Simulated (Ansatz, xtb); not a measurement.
BH3NNaO: which of two structures lies lower

Structure a is a singlet given by its coordinates and structure b is a singlet given by its coordinates. Both are isolated molecules in the gas phase, relaxed with PBE0-D3(BJ)/def2-SVP.

a (Å):

```xyz
7

B    -0.8474    0.5280   -0.0698
N    -1.5988   -0.7749   -0.3754
Na   -2.3540   -0.2504    1.7888
O    -1.3486    1.3349    0.8122
H    -2.4427   -0.5648   -0.9125
H    -1.0684   -1.4310   -0.9462
H     0.2343    0.6617   -0.6492
```

Close contacts (Å): B1–N2 1.53, B1–Na3 2.52, B1–O4 1.30, N2–Na3 2.35, Na3–O4 2.12, B1–H7 1.23, N2–H5 1.02, N2–H6 1.02.

b (Å):

```xyz
7

B    -1.3038   -0.2903   -0.4759
N    -0.9877   -0.9338    0.6897
Na   -1.5264    0.8050    1.8426
O    -1.7821    1.0733   -0.3328
H    -1.2447   -0.6919   -1.6323
H    -0.6541   -1.8857    0.5857
H    -1.9859    1.4680   -1.1819
```

Close contacts (Å): B1–N2 1.37, B1–Na3 2.57, B1–O4 1.45, N2–Na3 2.15, Na3–O4 2.21, B1–H5 1.23, N2–H6 1.01, O4–H7 0.96.

Energies in hartree; the thermal terms are from PBE0-D3(BJ)/def2-SVP harmonic frequencies (ideal gas, rigid rotor, one conformer each, 298.15 K, 1 atm) and include the zero-point energy:

|  | a | b |
| --- | --- | --- |
| E, CCSD(T)/def2-TZVP | −318.543123 | −318.535666 |
| zero-point energy | 0.043313 | 0.043207 |
| H(298 K) − E | 0.049336 | 0.049238 |
| G(298 K) − E | 0.015709 | 0.015683 |

Work out ΔE, ΔE₀, ΔH and ΔG for a → b in kcal/mol (1 Eh = 627.51 kcal/mol) and the equilibrium ratio [b]/[a].

1. ΔE = −318.535666 − (−318.543123) = +0.007457 Eh = +4.68 kcal/mol.
2. ΔE₀ = ΔE + ΔZPE = +0.007457 + (−0.000106) Eh = +4.61 kcal/mol.
3. ΔH = ΔE + (−0.000098) Eh = +4.62 kcal/mol.
4. ΔG = ΔE + (−0.000026) Eh = +4.66 kcal/mol, so ΔS = (ΔH − ΔG)/T = −0.6 J/(mol K).
5. kT = 0.9442 mEh, so K = [b]/[a] = exp(−ΔG/kT) = exp(−7.87) ≈ 3.8 × 10^−4.

Structure a is favoured at this temperature. An error of 1 kcal/mol in ΔG would change K by a factor of 5.4. Mirror images and further conformers aren't counted.

Other levels gave ΔE = +8.2 (GFN2-xTB); +4.2 (HF/STO-3G, GFN2-xTB geometries); +2.4 (r2SCAN-D4/def2-SVP, GFN2-xTB geometries); +5.9 (PBE0-D3(BJ)/def2-SVP); +4.6 (HF/def2-TZVP); +4.8 (MP2/def2-TZVP) kcal/mol. The correlated steps freeze 4 core orbitals; the last core shell of Na is correlated, in a basis made for valence electrons. Programs: Ansatz 0.2.0, xtb 6.7.1.

The two structures are tautomers of a sodium salt whose anion is the boron analogue of formamide: a is the amide-like form, H₂N–BH–O⁻, and b the imidic-acid-like form, HN–BH–OH⁻. Moving the proton from nitrogen to oxygen shifts the multiple bonding from B–O (1.30 Å in a) to B–N (1.37 Å in b). The preference for a probably reflects the strong B–O bond and the better placement of negative charge on oxygen, which together outweigh the stronger O–H bond gained in b. Sodium bridges N and O in both forms. In a it ties up the lone pair of a pyramidal amino nitrogen, so the long B–N bond has little π character, which probably narrows the gap.

Thermal terms nearly cancel, so the preference is essentially electronic. Every level listed gives the same order, and the close agreement of HF, MP2 and CCSD(T) in the larger basis suggests that correlation affects both tautomers almost equally. The equilibrium ratio says nothing about how fast the proton shift occurs.
